**Results and discussion: the 5s and 5p edges of thulium**

The edges are Dirac-Fock total-energy differences without correlation. K is 1s. L, M, N and O are n = 2 to 5, and the digits 1 to 5 denote s, p1/2, p3/2, d3/2 and d5/2. The K–N rows are used to forecast O1–O3.

Tm ([Xe] 4f13 6s2) edges from Radial Dirac-Fock and Kohn-Sham solver 2: average-of-configuration Dirac-Fock ΔSCF with Breit and QED terms and a nuclear rms radius of 5.2256 fm. Free-atom edges are relative to the vacuum level; the screened hole includes one screening electron in 5d to model an edge from the Fermi level. Measured edges are of the element in its standard state.

| edge shell | free atom (eV) | screened hole (eV) | measured edge (eV) | screened hole less measured edge (eV) | free atom less measured edge (eV) |
| --- | --- | --- | --- | --- | --- |
| K | 59386 | 59382 | 59390 | -8.30 | -3.70 |
| L1 | 10122 | 10117 | 10116 | 1.00 | 5.60 |
| L2 | 9616.8 | 9612.2 | 9617 | -4.80 | -0.20 |
| L3 | 8647.7 | 8643.1 | 8648 | -4.90 | -0.30 |
| M1 | 2311.8 | 2307.2 | 2307 | 0.20 | 4.80 |
| M2 | 2091.4 | 2086.8 | 2090 | -3.20 | 1.40 |
| M3 | 1883.8 | 1879.2 | 1885 | -5.80 | -1.20 |
| M4 | 1512.8 | 1508.2 | 1515 | -6.80 | -2.20 |
| M5 | 1468.4 | 1463.8 | 1468 | -4.20 | 0.40 |
| N1 | 474.68 | 470.03 | 470.9 | -0.87 | 3.78 |
| N2 | 385.38 | 380.75 | 385.9 | -5.15 | -0.52 |
| N3 | 338.88 | 334.23 | 332.6 | 1.63 | 6.28 |
| N4 | 191.82 | 187.19 | 175.5 | 11.69 | 16.32 |
| N5 | 183.39 | 178.75 | 175.5 | 3.25 | 7.89 |
| O1 | ? | ? | ? | ? | ? |
| O2 | ? | ? | ? | ? | ? |
| O3 | ? | ? | ? | ? | ? |

**Known rows.** The screened hole lies 4.6 eV below the free atom in all 14 rows, between 4.63 and 4.65 eV in the more finely printed N shell. The free edge removes the electron to vacuum and the screened edge parks it in 5d, so screened less free is E(hole + 5d) − E(hole), minus the binding energy of 5d in the ion. By Gauss's law a hole well inside the 5d orbital acts on it as one extra proton, whichever shell holds the hole. The constant should hold until the hole overlaps 5d or the other outer orbitals that screen it.

Against measurement, the screened L2, L3, M2–M5 and N2 edges are 3 to 7 eV low. The run keeps 4f13, a divalent site, whereas the metal is trivalent 4f12, and moving a 4f electron outward deepens core levels, by roughly 7 eV at L3 (a recalled size). Sign and size fit, but no 4f12 run tests this. If it holds, the close free-atom agreement at L2, L3 and M5 is a cancellation against the vacuum reference. The small errors of L1, M1 and N1 probably reflect the method's known 5 to 10 eV excess for s holes offsetting the f count; K, at −8.3 eV, breaks that pattern. N3, at +1.63 eV, departs from the other inner p rows, perhaps through the missing 4p correlation discussed at the end. N4 and N5 share one unresolved reference and test neither level, though their weighted screened mean is still 6.6 eV above it.

**Level model.** The Dirac equation was solved in V = −[(Z−1)Ω + 1]/r with Ω = 1/[H(e^(r/d) − 1) + 1], which passes from charge Z at the nucleus to 1 far out. Fitted to the 14 free edges, it has an rms relative error of 1.5 %. The constants d and H trade against each other and absorb relaxation, Breit and QED terms. Fitted to K–M alone it overshoots N1–N3 by 13 to 20 %, and twice the worst of these, 39 %, was taken as the error bar.

A simpler rule passes that test better. Write E = Ry(Z_eff/n)² with Ry = 13.6 eV and continue Z_eff linearly in n; from L and M this gives N1–N3 within 2.2 %. For 5s, using known rows only, Z_eff(N1) = 4√(474.68/13.6) = 23.6 and Z_eff(M1) = 39.1, a step of −15.5, so Z_eff(O1) = 8.1 and E = 13.6 × (8.1/5)² ≈ 36 eV. One more step gives about −7 for the bound 6s electron, which is impossible, so the line must flatten. Reusing the M/N energy ratio errs the other way if the ratios keep growing outward.

**Forecasts.**
- Order O1 > O2 > O3. Free atom: O1 50–70, O2 28–42, O3 23–35 eV, a judgement resting partly on rough recalled lanthanide sizes. The model gives 59 ± 23, 36 ± 14 and 29 ± 11 eV.
- O2 − O3 is 4–8 eV (model 7.0 ± 2.7), a larger fraction of p3/2 than the 0.137 in N.
- Linear Z_eff falls low, the ratio rule high.
- Shift −4.6 ± 0.5 eV, more likely smaller in magnitude, and departing from the N value by more than the N rows scatter. Screened edges follow as 55 ± 23, 31 ± 14 and 24 ± 11 eV.
- Screened less measured within ±5 eV, and for O2 and O3 less negative than the inner p mean, since 5p lies mostly outside 4f. The class means are −2.0 ± 4.3 eV (s) and −3.7 ± 2.8 eV (p).
- Free atom above measured for O1.

The withheld rows as computed:

| edge shell | free atom (eV) | screened hole (eV) | measured edge (eV) | screened hole less measured edge (eV) | free atom less measured edge (eV) |
| --- | --- | --- | --- | --- | --- |
| O1 | 61.657 | 56.977 | 54.7 | 2.28 | 6.96 |
| O2 | 35.052 | 30.691 | 31.8 | -1.11 | 3.25 |
| O3 | 29.402 | 25.133 | 25 | 0.13 | 4.40 |

**Levels.** The order, the three ranges and the splitting (5.65 eV, 0.192 of p3/2) hold. The model misses the computed free edges by −2.2, +0.7 and −0.7 eV, each under 4 %, and overstates the splitting by 1.3 eV. A 39 % bar could hardly fail and proved far too wide; the recalled ranges were no blind test either. Linear Z_eff is 41 to 60 % low and the ratio rule 58 to 107 % high. O1 implies Z_eff = 5√(61.66/13.6) = 10.6, a step of only −13. The screening can't exceed Z − 1, a limit which the potential builds in and the straight line ignores. This forces the line to flatten by 6s, but the 8.1 forecast for 5s doesn't break the limit, so the limit alone doesn't explain why the bend already shows there. Incomplete screening by 4f, which overlaps the inner lobes of 5s and 5p, may be the reason, but no output tests it. All residuals are in the output below.

**Shift.** All three values lie within the bar. O2 (−4.36 eV) and O3 (−4.27 eV) are smaller in magnitude, as forecast. O1 (−4.68 eV) went the other way, a miss in direction, and its 0.04 eV departure from the N mean only just exceeds scatter and rounding. Theory argues that a 5p hole leaves part of the 5d density inside it, where the pull is weaker, and removes 5p–5d exchange attraction. The order fits orbital size, since 5s penetrates the core more than 5p and relativity contracts 5p1/2 more than 5p3/2, but the table doesn't separate penetration, exchange and relaxation. The first two only reduce the shift, so they don't explain the slightly larger O1 value; relaxation is a candidate, untested here. For a neighbouring lanthanide with the same 5d model, the same argument gives one shift for K–N and a smaller one for 5p.

**Measurement.** The errors of +2.28, −1.11 and +0.13 eV lie within ±5 eV, both p rows are less negative than the inner mean, and free O1 is 2.28 + 4.68 ≈ 7.0 eV above measured. The class means were all too negative, by 1.0, 0.9 and 1.4 bars, where a bar is one standard deviation of the known rows, so O3 falls outside its bar and O1 lies at the edge of its own. A weaker f-count effect outside 4f is consistent with this, but the near-zero O3 error is no validation. The computed 5p splitting is below the measured 6.8 eV, as 46.5 is below 53.3 eV for 4p, where correlation mixes the hole with 4d⁻²4f states, and coupling to the open 4f shell makes one number per level a crude description. Whether a 4f12 run lifts the inner edges by several eV while leaving 5p nearly in place remains the open question.

Output of the analysis:

```
screened Dirac potential fitted to K-N: d = 0.649 bohr, H = 3.55
shell, free, model (eV), error %, screened-free, screened-meas, free-meas (eV)
K    59386.0  60215.2   +1.4  -4.60  -8.30  -3.70
L1   10122.0  10243.3   +1.2  -4.60  +1.00  +5.60
L2    9616.8   9866.9   +2.6  -4.60  -4.80  -0.20
L3    8647.7   8831.5   +2.1  -4.60  -4.90  -0.30
M1    2311.8   2279.1   -1.4  -4.60  +0.20  +4.80
M2    2091.4   2086.2   -0.2  -4.60  -3.20  +1.40
M3    1883.8   1869.9   -0.7  -4.60  -5.80  -1.20
M4    1512.8   1508.4   -0.3  -4.60  -6.80  -2.20
M5    1468.4   1459.7   -0.6  -4.60  -4.20  +0.40
N1     474.7    462.8   -2.5  -4.65  -0.87  +3.78
N2     385.4    382.2   -0.8  -4.63  -5.15  -0.52
N3     338.9    334.6   -1.3  -4.65  +1.63  +6.28
N4     191.8    194.5   +1.4  -4.63 +11.69 +16.32
N5     183.4    185.7   +1.3  -4.64  +3.25  +7.89
model rms error 1.5 %, worst L2 +2.6 %
test on N1,N2,N3, potential fitted to K-M: +12.6 %, +17.4 %, +19.5 %
test on N1,N2,N3, linear Zeff from L,M: +0.3 %, -0.7 %, +2.2 %
test on N1,N2,N3, energy ratio from L,M: +11.2 %, +18.0 %, +21.1 %
Zeff of L1,M1,N1: 54.6, 39.1, 23.6; linear to 5s 8.1, 6s -7.3
shift in N: mean -4.64, range -4.65 to -4.63 eV (rounding 0.01; K-M 0.1, references 1 eV)
L2-L3 splitting: free 969.1, measured 969.0 eV; free splitting / p3/2 = 0.112
M2-M3 splitting: free 207.6, measured 205.0 eV; free splitting / p3/2 = 0.110
N2-N3 splitting: free 46.5, measured 53.3 eV; free splitting / p3/2 = 0.137
4d: splitting 8.4, weighted screened mean 182.1, above reference by 6.6 eV
screened-measured: s rows -2.0 +- 4.3 eV; p rows -3.7 +- 2.8 eV
withheld rows (eV); relative bar on free edges 39 %
O1 free: predicted 59.42 +- 23.21, table 61.66, miss -2.24 (0.1 bars)
O1 screened-free: predicted -4.64 +- 0.50, table -4.68, miss +0.04 (0.1 bars)
O1 screened: predicted 54.78 +- 23.22, table 56.98, miss -2.20 (0.1 bars)
O1 screened-measured: predicted -1.99 +- 4.27, table 2.28, miss -4.27 (1.0 bars)
O2 free: predicted 35.70 +- 13.95, table 35.05, miss +0.65 (0.0 bars)
O2 screened-free: predicted -4.64 +- 0.50, table -4.36, miss -0.28 (0.6 bars)
O2 screened: predicted 31.06 +- 13.95, table 30.69, miss +0.37 (0.0 bars)
O2 screened-measured: predicted -3.70 +- 2.75, table -1.11, miss -2.59 (0.9 bars)
O3 free: predicted 28.74 +- 11.23, table 29.40, miss -0.66 (0.1 bars)
O3 screened-free: predicted -4.64 +- 0.50, table -4.27, miss -0.37 (0.7 bars)
O3 screened: predicted 24.10 +- 11.24, table 25.13, miss -1.03 (0.1 bars)
O3 screened-measured: predicted -3.70 +- 2.75, table 0.13, miss -3.83 (1.4 bars)
linear Zeff: O1 36.1 (-41 %); O2 15.8 (-55 %); O3 11.6 (-60 %)
energy ratio: O1 97.5 (+58 %); O2 71.0 (+103 %); O3 61.0 (+107 %)
O2-O3 free splitting: predicted 6.95 +- 2.72, table 5.65, miss +1.30 (0.5 bars)
O2-O3: free splitting / p3/2 = 0.192, measured splitting 6.8 eV
```
